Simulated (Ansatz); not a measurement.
## A family of molecules: the HOMO–LUMO gap

Gas-phase molecules, one atom swapped for its congeners: C2H3N (acetonitrile) `CC#N`; SiH3(CN); GeH3(CN); SnH3(CN). All are singlets with charge 0.

Shapes, held fixed at every level: PBE0-D4/def2-TZVP. Programs: Ansatz 0.2.0. Values in eV.

```
               level  C2H3N  SiH3(CN)  GeH3(CN)  SnH3(CN)
    SPW92/def2-TZVPP   7.89      6.85      7.09      6.92
   PBE-D4/def2-TZVPP   7.91      6.92      7.14      7.02
r2SCAN-D4/def2-TZVPP   8.50      7.44      7.66      7.54
 B3LYP-D4/def2-TZVPP   9.71      8.77      8.96      8.68
  PBE0-D4/def2-TZVPP  10.34      9.24      9.46      9.18
  wB97X-V/def2-TZVPP  14.66     13.92     14.10     13.36
```

At wB97X-V/def2-TZVPP the HOMO–LUMO gap isn't monotonic: it is largest for C and smallest for Sn (14.66 and 13.36 eV). 3 of 6 levels show this order throughout; 3 agree on the largest and the smallest. For atoms past krypton def2 sets carry core potentials with scalar relativity. Relativity is left out for Ge. Orbital gaps aren't excitation energies, and the LUMO depends on the basis.

Replacing the methyl carbon by a heavier congener narrows the gap at every level, and the germyl compound always lies above the silyl one. The position of tin is less certain: the three functionals without exact exchange put the minimum at silicon, the three hybrids at tin.

The drop after carbon fits the longer, more polar and weaker bonds of the heavier elements, whose low-lying σ* orbitals can mix with the cyanide π* set and stabilise the LUMO. The reversal between silicon and germanium probably reflects the filled 3d shell, which screens the nuclear charge poorly and makes germanium less electropositive than a smooth trend down the group would imply. For tin, the hybrids may favour a smaller gap because exact exchange lowers a diffuse Sn–H or Sn–C σ level less than a compact cyanide orbital, bringing the former to the top of the occupied set. The gaps alone can't show whether the HOMO or the LUMO drives these changes.
